## Results and discussion: the last three bonds of six-layer SiC

The filled bands of a crystal spread over the whole solid, but they can be recombined into localised Wannier functions, each holding one electron pair. Here this was done for silicon carbide with a six-layer repeat, in a PBE calculation. In the table, function a, b and c give the centre of each function as fractions of the three cell edges. Function spread is its mean squared width. Where do the functions of rows 22 to 24 lie, and how wide are they?

GPAW 26.7.0 calculation of six-layer SiC (12-atom cell, P6_3mc, geometry as given) with PBE, no spin polarisation, PAW data sets, an 800 eV plane-wave cutoff and a 10×10×2 k mesh. The Wannier functions of the filled bands were built with ASE on a 4×4×2 k mesh, starting from orbitals and using the "var" localisation functional.

```tsv
row	function a (fractional)	function b (fractional)	function c (fractional)	function spread (angstrom^2)
1	0.784	0.567	0.652	1.201
2	0.112	0.889	0.986	1.177
3	0.003	0.997	0.043	1.274
4	0.446	0.555	0.819	1.171
5	0.222	0.779	0.153	1.173
6	0.901	0.450	0.319	1.199
7	0.997	0.003	0.543	1.274
8	0.768	0.883	0.986	1.201
9	0.665	0.335	0.376	1.264
10	0.779	0.221	0.653	1.173
11	0.232	0.117	0.486	1.201
12	0.332	0.667	0.209	1.273
13	0.884	0.768	0.486	1.201
14	0.555	0.446	0.319	1.171
15	0.433	0.216	0.652	1.201
16	0.099	0.550	0.819	1.198
17	0.336	0.665	0.876	1.265
18	0.216	0.433	0.152	1.201
19	0.549	0.100	0.319	1.199
20	0.668	0.332	0.709	1.273
21	0.889	0.111	0.486	1.177
22	?	?	?	?
23	?	?	?	?
24	?	?	?	?
```

### Counting the bonds

The cell holds six Si and six C atoms with four valence electrons each. That makes 48 electrons, or 24 pairs, and the crystal has 24 Si–C bonds. Each of the six layers supplies one bond along the c axis and three slanted ones. The known rows contain six centres that lie on bonds along c, so this group is complete, and the three open rows must be slanted bonds.

The heights show which ones. Slanted centres come in six groups, one for each layer, and three of these groups have only two known members. One such group contains rows 2 and 8, at a height of 0.986. Together with row 3, which lies just above the cell boundary on a bond along c, they belong to one atom. This atom has four bonds, so one place around it is still open.

### Where a bond centre sits

Two limits frame the position of a centre along its bond. Between two equal atoms the pair would be centred halfway. In a fully ionic solid all four pairs would belong to the anion alone, and their centres would lie close around its nucleus.

The heights tell where the centres lie in SiC. In ideal tetrahedra a slanted bond rises by a quarter of the layer height and a bond along c by three quarters. If every centre lies at the same fraction $f$ of its bond from the shared atom, the slanted centres below that atom and the centre above it are $f$ layer heights apart. One layer is a sixth of the cell, so rows 2 and 3 give

$$f = 6\,(1.043 - 0.986) \approx 0.34 .$$

The pair is therefore centred about a third of the way along the bond, some 0.65 Å from the nearer atom. The run lists carbon as the nearest atom of every function. This is expected, since carbon attracts the shared electrons more strongly than silicon does. This fits a polar covalent bond. The position alone does not measure how ionic the bond is, because a hybrid orbital of carbon alone would also be centred off the nucleus. In other tetrahedral compounds, too, the centre tends to lie closer to the more electronegative atom when the two atoms are more unequal.

### From a known bond to an open place

The known centres obey a mirror operation that takes $(a, b, c)$ to $(1-b,\ 1-a,\ c)$. Row 2 lies in the mirror plane and is its own image. Row 8 lies to one side, so its partner must lie on the other:

$$(1-0.883,\ 1-0.768,\ 0.986) = (0.117,\ 0.232,\ 0.986).$$

This is the open place around our atom. The same step from rows 16 and 18 fills the other two incomplete groups. A second symmetry, a half turn combined with a shift of half the cell along c, leads to the same three places from different known rows, within 0.001 in each coordinate.

### How wide should the functions be?

In the perfect crystal a threefold axis makes the three slanted bonds of each group equal. In that limit the average over all known slanted bonds, about 1.19 Å², would be a natural forecast, apart from small differences between the layers. The computed functions depart from it. Row 2 has a spread of 1.177 Å² and row 8 has 1.201 Å², although the crystal treats these two bonds alike.

This 2% difference is a numerical flaw and no property of the bond. A likely source is the coarse 4×4×2 mesh used for the Wannier functions. The widths are obtained from finite steps between its k points. If the mesh or the chosen steps lack the threefold axis, the error depends on the direction of the bond. No finer mesh was tried to test this. The flaw is regular, however: the known slanted bonds in the mirror plane are all narrower than those outside it. Since the open places lie outside the plane and come from the same run, the forecast should follow the broken symmetry of the calculation rather than the ideal symmetry of the crystal.

### Forecast

The order of the three rows is arbitrary, so each function is to be recognised by its height.

- The centres lie at (0.117, 0.232, 0.986), (0.450, 0.901, 0.819) and (0.567, 0.784, 0.152), with ±0.003 on each coordinate.
- All three spreads are 1.200 ± 0.003 Å².
- None of the three is a bond along c, and none lies in the mirror plane.

The error bars are somewhat wider than the scatter among equivalent known functions, because the search for localised functions may stop at slightly different points for different bonds.

The withheld rows as computed:

```tsv
row	function a (fractional)	function b (fractional)	function c (fractional)	function spread (angstrom^2)
22	0.116	0.232	0.986	1.202
23	0.567	0.784	0.152	1.201
24	0.450	0.901	0.819	1.199
```

### What the comparison shows

All three centres fall within the stated ranges. Row 22 completes the atom followed above. Its centre differs from the forecast by 0.001 in one coordinate, or about 0.003 Å, which is no more than the rounding of the table. Rows 23 and 24 match their forecast places to every printed digit.

The positions come out so well because the forecast needed no estimate of how far the electrons shift towards carbon. That shift is already contained in the known centre, and the mirror carries it over to the partner bond. The agreement thus confirms the bond count and the symmetry of this calculation. It is no test of how accurately PBE describes the polarity of SiC.

The spreads, between 1.199 and 1.202 Å², also lie within the forecast range. The average over all slanted bonds would have been about 0.01 Å² too low for each of them. That error is small, but it has the same sign in all three rows, as it should when narrower functions from the mirror plane are mixed into the average.

The forecast of the spreads rests on a least-squares model fitted to the 21 known rows, with one constant value for each of three classes: bonds along c, slanted bonds in the mirror plane and slanted bonds outside it. Rows 22 to 24 took no part in the fit. The model is least accurate for row 9, a bond along c, where it is off by 0.0065 Å². The output after this section gives the details.

The class values should not be read as bond strengths or bond sizes. Functions along c are about 0.07 Å² wider than slanted ones outside the mirror plane, yet the bond lengths are almost the same. The mesh may be responsible for much of this difference too. The localisation method used here also favours even spreads, so the values are not those of standard maximally localised functions. The centres carry the broken symmetry as well: rows 2 and 8 lie at slightly different distances from their shared atom. Anyone comparing bonds in such detail should first repeat the calculation with a denser mesh.

Output of the analysis:

```
known functions at the height of row 8: 2
known functions at the height of row 16: 2
known functions at the height of row 18: 2
forecast a, mirror images of rows 8, 16, 18 (fractional): 0.117, 0.45, 0.567
forecast b, mirror images of rows 8, 16, 18 (fractional): 0.232, 0.901, 0.784
forecast c, mirror images of rows 8, 16, 18 (fractional): 0.986, 0.819, 0.152
cross-check a, half-turn images of rows 13, 15, 19 (fractional): 0.116, 0.567, 0.451
cross-check b, half-turn images of rows 13, 15, 19 (fractional): 0.232, 0.784, 0.9
fit of function_spread on 21 rows: constant 1.2 +/- 0.00099, coefficient of vert 0.07028 +/- 0.0016, coefficient of inmir -0.02656 +/- 0.0016; rms 0.00275, worst 9 0.0065, leave-one-out rms 0.00328
  rows outside the fit (model, value, miss): 22 1.2, 1.202, -0.00178; 23 1.2, 1.201, -0.000778; 24 1.2, 1.199, 0.00122
rival forecast, mean spread of all known slanted bonds (angstrom^2): 1.19
rival forecast less computed spread, withheld rows (angstrom^2): -0.0124, -0.0114, -0.0094
computed a of the withheld rows (fractional): 0.116, 0.567, 0.45
computed b of the withheld rows (fractional): 0.232, 0.784, 0.901
computed c of the withheld rows (fractional): 0.986, 0.152, 0.819
forecast less computed a, withheld rows (fractional): 0.001, 0, -5.551e-17
forecast less computed b, withheld rows (fractional): -2.776e-17, 0, 0
forecast less computed c, withheld rows (fractional): 0, 0, 0
distance between forecast and computed centre, withheld rows (angstrom): 0.003096, 0, 1.719e-16
centre position along the bond from the nearer atom, from heights (fraction of bond): 0.342
distance of the centre from the nearer atom (angstrom): 0.6484
```
